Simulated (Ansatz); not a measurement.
## A ladder of methods for SiNH2F (SMILES N[Si]F)

SiNH2F has 5 atoms, charge 0, and is taken as a singlet. As SMILES, `N[Si]F`. The shape is that of a PBE0-D4/def2-TZVP optimisation. This is one conformer, not always the lowest.

```xyz
5

N    -0.4213    0.2401   -0.3311
Si    0.1361   -1.1336    0.5051
F     1.5654   -0.5488    1.0015
H     0.0854    1.1096   -0.4209
H    -1.3157    0.2591   -0.7960
```

Each level gives the energy change with the N1–H4 bond stretched from 1.010 to 1.516 Å (eV). The values are calculated.

| level | kind | program | value (eV) | less FCI/STO-3G |
| --- | --- | --- | --- | --- |
| PBE/STO-3G (restricted) | GGA | Ansatz | 2.09 | -0.14 |
| r2SCAN/STO-3G (restricted) | meta-GGA | Ansatz | 2.32 | +0.09 |
| BHLYP/STO-3G (restricted) | global hybrid | Ansatz | 2.80 | +0.57 |
| r2SCAN0/STO-3G (restricted) | hybrid meta-GGA | Ansatz | 2.65 | +0.42 |
| wB97X/STO-3G (restricted) | range-separated hybrid | Ansatz | 2.64 | +0.41 |
| B2PLYP/STO-3G (restricted) | double hybrid | Ansatz | 2.48 | +0.25 |
| MP2/STO-3G (restricted) | perturbation theory | Ansatz | 2.61 | +0.38 |
| BCCD(T)/STO-3G (restricted) | coupled cluster or CI | Ansatz | 2.24 | +0.01 |
| CCSDT(Q)/STO-3G (restricted) | coupled cluster or CI | Ansatz | 2.23 | 0.00 |
| FCI/STO-3G | exact in the basis | Ansatz | 2.23 | 0.00 |

FCI/STO-3G is exact within its basis and frozen core, so for wave-function methods in that basis the difference is their error; functionals converge differently with the basis, so for them it is only a difference. The first shape isn't each level's own minimum. The values span 2.09 to 2.80 eV. All rows use very small basis sets, so even the best lies far from the true value.

Stretching the N–H bond brings its σ and σ* orbitals closer together, so a single closed-shell determinant keeps too much ionic character and left-right correlation grows. MP2 recovers only part of this and overestimates the cost by 0.38 eV. BCCD(T) and CCSDT(Q) lie within 0.01 eV of FCI, as expected when one electron pair is being loosened: coupled doubles describe the pair itself, and triples its coupling to the other electrons. The empty silicon p orbital, partly filled by π donation from N and F, evidently does not spoil this.

Among the functionals, exact exchange probably drives the rise from 2.32 eV with r2SCAN to 2.65 eV with r2SCAN0, since semilocal exchange mimics some of the left-right correlation that restricted exact exchange lacks. B2PLYP falls below BHLYP despite its large exact-exchange share, which suggests that its perturbative term offsets part of the increase. The close coupled-cluster agreement at this partial stretch does not establish equal reliability at full N–H dissociation.
